# Site-exclusion isotherm of reduced ceria and of Pr0.1Ce0.9O2−δ

## Statement

Consider a fluorite oxide MO$_{2-\delta}$ in which a fraction $x$ of the cation sites holds an ion reducible from 4+ to 3+. Pure CeO$_{2-\delta}$ has $x=1$. In Pr$_x$Ce$_{1-x}$O$_{2-\delta}$ under oxidising conditions only Pr is reduced, and $x$ is the Pr fraction. Let $P=p/p^\circ$ be the oxygen pressure in units of $p^\circ=10^5$ Pa, $R$ the gas constant and $T$ the temperature. If vacancies are spread at random over the anion sites and 3+ ions at random over the reducible sites, then

$$Q(\delta)\,P^{1/2}=K(T),\qquad Q(\delta)=\frac{\delta}{2-\delta}\left(\frac{2\delta}{x-2\delta}\right)^{2},\tag{1}$$

$$m\equiv\left(\frac{\partial\ln\delta}{\partial\ln p}\right)_T=-\left[\frac{4}{2-\delta}+\frac{4x}{x-2\delta}\right]^{-1},\tag{2}$$

$$\Delta s_{\rm conf}\equiv\frac{ds_{\rm conf}}{d\delta}=-R\left[\ln\frac{\delta}{2-\delta}+2\ln\frac{2\delta}{x-2\delta}\right]=-R\ln Q.\tag{3}$$

For $x=1$ the slope is $m=-[4/(2-\delta)+4/(1-2\delta)]^{-1}$. For every $x$ it tends to $-1/6$ as $\delta\to0$ and to $0$ as $\delta\to x/2$, which is $1/2$ for ceria and $0.05$ for Pr$_{0.1}$Ce$_{0.9}$O$_{2-\delta}$. The quantity $\Delta s_{\rm conf}$ is the configurational entropy gained by the solid per mole of O atoms removed; the partial molar configurational entropy of oxygen in the solid is its negative.

## Premises and conventions

Molar quantities in lower case refer to one mole of formula units.

1. The crystal of $N$ formula units keeps $N$ cation sites, all occupied, and $2N$ equivalent anion sites. Oxygen vacancies are the only ionic defects.
2. Each removed O atom leaves two electrons, each localised on one reducible cation (a small polaron). A site holds at most one such electron. Band electrons and holes are negligible, and the bulk is neutral.
3. All arrangements at given defect numbers have the same energy, so the two sublattices mix at random and independently of each other.
4. Each defect adds a fixed vibrational and internal electronic free energy, so the non-configurational Gibbs energy is linear in $\delta$.
5. The gas is ideal, $\mu_{\rm O_2}=\mu^\circ_{\rm O_2}(T)+RT\ln P$; otherwise $p$ is read as the fugacity. The pressure dependence of the solid is dropped: a partial molar volume of typical order $10^{-5}$ m$^3$ mol$^{-1}$ gives 10 J mol$^{-1}$ at $10^6$ Pa, against $RT=8.09$ kJ mol$^{-1}$ at 973 K.

In Kröger–Vink notation, with A the reducible ion, the reaction is

$$\mathrm{O_O^\times}+2\,\mathrm{A_{Ce}^\times}\rightleftharpoons\mathrm{V_O^{\bullet\bullet}}+2\,\mathrm{A_{Ce}'}+\tfrac12\mathrm{O_2}.$$

## Derivation

### Step 1. Populations

Let $N_V=\delta N$ be the number of vacancies. A vacancy carries effective charge $+2$ and an A$^{3+}$ ion $-1$, so neutrality requires $N_3=2N_V$. Site conservation gives $2N-N_V$ oxide ions and $xN-2N_V$ ions A$^{4+}$. Per formula unit the populations are $\delta$, $2-\delta$, $2\delta$ and $x-2\delta$. The last cannot be negative, so $\delta\le x/2$. The reduced fraction of the A ions is $y=2\delta/x$.

### Step 2. Counting

By premise 3 the number of arrangements is a product of two binomial coefficients,

$$\Omega(N_V)=\frac{(2N)!}{N_V!\,(2N-N_V)!}\;\frac{(xN)!}{(2N_V)!\,(xN-2N_V)!}.\tag{4}$$

The second factor counts the ways of placing the electrons on A sites that are frozen in position. If the cations could exchange places, the cation count would be $N!/[((1-x)N)!\,N_3!\,(xN-N_3)!]$. This equals the second factor times $N!/[((1-x)N)!\,(xN)!]$, which does not depend on $\delta$. Frozen and mobile cations therefore give the same isotherm.

### Step 3. Configurational entropy

Boltzmann's relation gives $s_{\rm conf}=(R/N)\ln\Omega$. Stirling's formula $\ln n!=n\ln n-n+O(\ln n)$ applies when all four populations are macroscopic, and the remainder adds only $O(N^{-1}\ln N)$ to $s_{\rm conf}/R$. The linear terms cancel within each binomial, because the two lower arguments add up to the upper one. Writing $2N\ln 2N=N_V\ln 2N+(2N-N_V)\ln 2N$, and splitting $xN\ln xN$ in the same way, leaves

$$s_{\rm conf}=-R\left[\delta\ln\frac{\delta}{2}+(2-\delta)\ln\frac{2-\delta}{2}+2\delta\ln\frac{2\delta}{x}+(x-2\delta)\ln\frac{x-2\delta}{x}\right].\tag{5}$$

### Step 4. Differentiation

The derivatives of the four terms in the bracket of (5) are

$$\ln\frac\delta2+1,\quad-\ln\frac{2-\delta}{2}-1,\quad2\ln\frac{2\delta}{x}+2,\quad-2\ln\frac{x-2\delta}{x}-2.$$

The constants cancel, and the logarithms pair into $\ln[\delta/(2-\delta)]+2\ln[2\delta/(x-2\delta)]=\ln Q$. This proves (3). The same result follows from (4) without Stirling's formula, by removing one atom:

$$\frac{\Omega(N_V+1)}{\Omega(N_V)}=\frac{2N-N_V}{N_V+1}\,\frac{(xN-2N_V)(xN-2N_V-1)}{(2N_V+1)(2N_V+2)}.$$

As $N\to\infty$ at fixed $\delta$ this ratio tends to $1/Q$.

### Step 5. Equilibrium with the gas

By premise 4 the Gibbs energy of the solid is $g=g_0(T)+\delta\,\varepsilon(T)-Ts_{\rm conf}(\delta)$. Raising $\delta$ by $d\delta$ sends $d\delta/2$ moles of O$_2$ into the gas, so solid and gas together change by $(\partial g/\partial\delta+\tfrac12\mu_{\rm O_2})\,d\delta$. At equilibrium this vanishes. With (3) and premise 5,

$$\varepsilon+RT\ln Q+\tfrac12\mu^\circ_{\rm O_2}+\tfrac12RT\ln P=0.$$

Define $\Delta G^\circ=\varepsilon+\tfrac12\mu^\circ_{\rm O_2}=\Delta H^\circ-T\Delta S^\circ$ per mole of O, and $K=\exp(-\Delta G^\circ/RT)$. Division by $RT$ and exponentiation give (1). $K$ is dimensionless and refers to site ratios and to $p^\circ$.

Internal degeneracy belongs to $K$. If the 3+ and 4+ ions have $g_3$ and $g_4$ accessible states, $\Omega$ gains the factor $g_3^{N_3}g_4^{xN-N_3}$, whose logarithm is linear in $\delta$ and adds $2R\ln(g_3/g_4)$ to $\Delta S^\circ$. Counting free-ion ground multiplets only, as a rough estimate, Ce ($g_3=6$, $g_4=1$) gives 29.8 J mol$^{-1}$ K$^{-1}$ and Pr ($g_3=9$, $g_4=6$) gives 6.7 J mol$^{-1}$ K$^{-1}$. The shape of the isotherm is unaffected.

### Step 6. Slope, uniqueness and stability

The two logarithmic derivatives needed are

$$\frac{d}{d\ln\delta}\ln\frac{\delta}{2-\delta}=1+\frac{\delta}{2-\delta}=\frac{2}{2-\delta},\qquad\frac{d}{d\ln\delta}\ln\frac{2\delta}{x-2\delta}=1+\frac{2\delta}{x-2\delta}=\frac{x}{x-2\delta}.$$

At fixed $T$, (1) gives $d\ln Q=-\tfrac12d\ln p$, that is

$$\left[\frac{2}{2-\delta}+\frac{2x}{x-2\delta}\right]d\ln\delta=-\tfrac12\,d\ln p,$$

and solving for the ratio gives (2). The bracket is positive on $0<\delta<x/2$, so $Q$ rises monotonically from $0$ to $\infty$. The cubic $4\delta^3P^{1/2}=K(2-\delta)(x-2\delta)^2$, which is (1) cleared of fractions, has exactly one root in that interval. Since $\partial^2g/\partial\delta^2=RT\,d\ln Q/d\delta>0$, the root is a minimum and the model never separates into two phases. Both terms in the bracket grow with $\delta$, so $|m|$ falls monotonically.

### Step 7. Limits

*Dilute.* For $\delta\ll x/2$, $Q\to2\delta^3/x^2$, so

$$\delta\simeq\left(\tfrac12Kx^2\right)^{1/3}P^{-1/6}.\tag{6}$$

The bracket in (2) expands as $6+\delta+8\delta/x+\dots$, hence $m=-\tfrac16[1-\delta/6-4\delta/(3x)+\dots]$. The coefficient of $\delta$ is 1.5 for $x=1$ and 13.5 for $x=0.1$. Solving (2) exactly, $|m|$ has fallen by a tenth at $\delta=0.065$ in ceria and already at $\delta=0.0071$ for $x=0.1$.

*Saturated.* For $\delta\to x/2$, (1) reads $(x-2\delta)^2=4\delta^3P^{1/2}/[K(2-\delta)]$, and setting $\delta=x/2$ on the right gives

$$x-2\delta\simeq\left[\frac{x^3}{(4-x)K}\right]^{1/2}P^{1/4},\qquad m\simeq-\frac{x-2\delta}{4x}\to0.\tag{7}$$

The vacancy content is pinned at $x/2$, as if A were a fixed acceptor, while the remaining 4+ ions, the empty states of the level, follow $p^{+1/4}$.

### Step 8. Partial entropy

Taking the logarithm of (1) and using (3),

$$\tfrac12\ln P=-\frac{\Delta H^\circ}{RT}+\frac{\Delta S^\circ+\Delta s_{\rm conf}(\delta)}{R}.\tag{8}$$

The Gibbs–Helmholtz relation gives $d\ln K/d(1/T)=-\Delta H^\circ/R$. At fixed $\delta$ the tangent to a plot of $\tfrac12\ln P$ against $1/T$ thus has slope $-\Delta H^\circ/R$, the same for all $\delta$, and intercept $(\Delta S^\circ+\Delta s_{\rm conf})/R$. By (3), $\Delta s_{\rm conf}$ diverges as $-3R\ln\delta$ in the dilute limit and as $+2R\ln(x-2\delta)$ at saturation. It vanishes where $Q=1$, the maximum of (5), at $\delta=0.34$ for $x=1$ and $\delta=0.0435$ for $x=0.1$.

## Two reducible ions: where the Pr limit ends

In the mixed oxide Ce can also take electrons. Let $y$ and $z$ be the reduced fractions of Pr and Ce, so that neutrality reads $2\delta=xy+(1-x)z$. Then (4) gains a third binomial for the $(1-x)N$ Ce sites. Two variations are independent: removing O with both electrons placed on Pr, or with both on Ce. Steps 3 to 5 applied to each give

$$\frac{\delta}{2-\delta}\,u^2P^{1/2}=K_{\rm Pr},\qquad\frac{\delta}{2-\delta}\,(ru)^2P^{1/2}=K_{\rm Ce},$$

with $u=y/(1-y)$, $ru=z/(1-z)$, and by division $r=(K_{\rm Ce}/K_{\rm Pr})^{1/2}$. The fillings $y=u/(1+u)$ and $z=ru/(1+ru)$ are Fermi–Dirac occupations of two levels: $RT\ln u$ is the electron chemical potential counted from the Pr level, and the Ce level lies $RT\ln(1/r)$ higher in free energy. Since $dy/d\ln u=y(1-y)$, and likewise for $z$, neutrality gives $2\,d\delta=\chi\,d\ln u$ with $\chi=xy(1-y)+(1-x)z(1-z)$. Differentiating the Pr equation, $[2/(2-\delta)]\,d\ln\delta+2\,d\ln u=-\tfrac12d\ln p$ with $d\ln u=(2\delta/\chi)\,d\ln\delta$, so

$$m=-\left[\frac{4}{2-\delta}+\frac{8\delta}{\chi}\right]^{-1}.\tag{9}$$

For $z=0$, $\chi=2\delta(x-2\delta)/x$ and (9) reduces to (2). The composition passes through $\delta=x/2$ when Ce$^{3+}$ equals the remaining Pr$^{4+}$, $(1-x)z=x(1-y)$. For $u\gg1$ and $ru\ll1$ this is $(1-x)ru=x/u$, so $u_*=[x/((1-x)r)]^{1/2}$. Inserting $u_*$ and $\delta/(2-\delta)=x/(4-x)$ into the Pr equation gives

$$P_*^{1/2}=\frac{(4-x)(1-x)}{x^2}\,(K_{\rm Pr}K_{\rm Ce})^{1/2}.\tag{10}$$

In the same approximation $\chi\simeq x/u+(1-x)ru$ has its minimum $2x/u_*$ at $u_*$, and (9) gives $m_*\simeq-1/(2u_*)$. The slope becomes small on the plateau without reaching zero. The Pr-only forms (1) to (3) and (7) need $P\gg P_*$.

## Range of validity

**Defect interaction.** Premises 3 and 4 fail first, since the defects are charged and the lattice expands on reduction. The simplest repair adds $\tfrac12w\delta^2$ to $g$, which turns $\Delta H^\circ$ into $\Delta H^\circ+w\delta$. Step 5 then gives $\ln Q+w\delta/RT+\tfrac12\ln P=\ln K_0$, and Step 6 gives

$$m=-\left[\frac{4}{2-\delta}+\frac{4x}{x-2\delta}+\frac{2w\delta}{RT}\right]^{-1}.\tag{11}$$

The ideal slope holds when $2|w|\delta/RT$ is small against the first two terms. For the 10 % Pr oxide reduction typically becomes easier as $\delta$ grows, with $w$ of approximately $-450$ kJ mol$^{-1}$, taken here as a rough input. At 973 K, $w/RT\approx-56$, a shift of $2.8\,RT$ across $0<\delta<0.05$. At $\delta=0.025$ the bracket drops from 10.0 to 7.2, and $m$ steepens from $-0.10$ to $-0.14$. The term is not negligible. A single phase survives while the bracket stays positive, that is while $|w|/RT$ is below the minimum over $\delta$ of $[2/(2-\delta)+2x/(x-2\delta)]/\delta$, which is 198 for $x=0.1$. This holds with a wide margin.

**Association and order.** Vacancies bind 3+ ions more completely at low temperature, which lowers the entropy below (5). Equation (8) supplies a test: a slope that changes with $\delta$ signals that premise 3 or 4 has failed.

**Pure ceria.** The end point $\delta=1/2$ is formal. Typically the disordered fluorite phase does not extend beyond $\delta$ of roughly 0.25 to 0.3, and below roughly 950 K it splits into two phases, which the convex $g$ of Step 6 cannot describe. For $x=1$ the result is a reference model for small $\delta$ at high temperature. With $x=0.1$ the end point lies inside the fluorite range and can be approached.

**Other conditions.** Electrons must be localised; band carriers would replace the second binomial in (4) by a density of states. Fixed trivalent impurities must be few compared with $2\delta$, since they add vacancies. Grains must be thick compared with their space-charge layers, and oxygen exchange must be fast enough for equilibrium.

## Numerical illustration: $x=0.1$ at 973 K

One input fixes the ideal model. Take half the Pr reduced, $\delta=x/4=0.025$, at $p=2.1\times10^4$ Pa. This anchor is chosen to reproduce the typical behaviour of the oxide, $\delta$ of about 0.02 to 0.03 in air near this temperature. There $u=1$ and $Q=0.025/1.975=1/79$, so

$$K_{\rm Pr}=\sqrt{0.21}/79=5.80\times10^{-3}.$$

Unrounded values are carried below. The pressure follows from (1) as $p=p^\circ(K_{\rm Pr}/Q)^2$. The column $p_w$ includes $w=-450$ kJ mol$^{-1}$ with the same anchor, $p_w=p\exp[-2w(\delta-0.025)/RT]$. The columns $Q$, $m$ and $\Delta s_{\rm conf}$ depend on $\delta$ alone.

| $\delta$ | $y$ | $Q$ | $p$ / Pa | $m$ | $\Delta s_{\rm conf}$ / J mol$^{-1}$ K$^{-1}$ | $p_w$ / Pa |
|---|---|---|---|---|---|---|
| 0.015 | 0.30 | $1.39\times10^{-3}$ | $1.7\times10^{6}$ | $-0.129$ | 54.7 | $5.7\times10^{5}$ |
| 0.025 | 0.50 | $1.27\times10^{-2}$ | $2.1\times10^{4}$ | $-0.0997$ | 36.3 | $2.1\times10^{4}$ |
| 0.035 | 0.70 | $9.70\times10^{-2}$ | $3.6\times10^{2}$ | $-0.0651$ | 19.4 | $1.1\times10^{3}$ |
| 0.045 | 0.90 | 1.86 | 0.97 | $-0.0238$ | $-5.2$ | 9.0 |
| 0.049 | 0.98 | 60.3 | $9.3\times10^{-4}$ | $-0.00495$ | $-34.1$ | $1.3\times10^{-2}$ |

The ideal slope stays well short of $-1/6$ throughout the table.

For a given pressure, (1) is solved by iterating $u=[Q(2-\delta)/\delta]^{1/2}$, $\delta=(x/2)\,u/(1+u)$ with $Q=K_{\rm Pr}P^{-1/2}$. At $p=10$ Pa, $Q=0.580$. Starting from $\delta=0.05$, the pairs $(u,\delta)$ are $(4.76,\,0.0413)$, $(5.24,\,0.0420)$ and $(5.20,\,0.0419)$, after which the printed digits stay fixed. The model's values are $\delta=0.0419$, 84 % of the Pr reduced, and $m=-0.0372$. The dilute law (6) would give $\delta=0.143$, far beyond the ceiling of 0.05. With a typical lattice parameter of 0.541 nm and four formula units per cell there are $2.5\times10^{28}$ cation sites per m$^3$, so the model has $1.1\times10^{27}$ vacancies, $2.1\times10^{27}$ Pr$^{3+}$ and $4.1\times10^{26}$ Pr$^{4+}$ per m$^3$.

For the lower limit take $K_{\rm Ce}\approx10^{-18}$, a typical order of magnitude at 973 K. Then $r=1.3\times10^{-8}$ and $u_*\approx3\times10^3$. The prefactor in (10) is 351, so $p_*\approx7\times10^{-11}$ Pa, and $m_*\approx-2\times10^{-4}$. These are orders of magnitude: $p_*$ is proportional to both constants, and the interaction alone would raise the effective $K_{\rm Pr}$ at $\delta=0.05$ by a factor of 4. In the last row of the table Ce$^{3+}$ amounts to only $3\times10^{-4}$ of the remaining Pr$^{4+}$, so the Pr-only treatment covers every row.

The value of $\delta$ at 10 Pa is insensitive to the inputs because the Pr ceiling is near. Since (1) fixes $\delta$ through $p$ relative to the anchor pressure, lowering or raising the latter tenfold moves $\delta$ to 0.038 or 0.045. The interaction term raises it to 0.045, by 7 %. The Pr$^{4+}$ content is more sensitive: $x-2\delta$ is 0.016 in the ideal model and 0.010 with the interaction. The real oxide typically reaches its plateau more steeply than random mixing allows, so at this pressure the ideal model is expected to give too much Pr$^{4+}$, by a factor of roughly 1.6 if the assumed $w$ applies.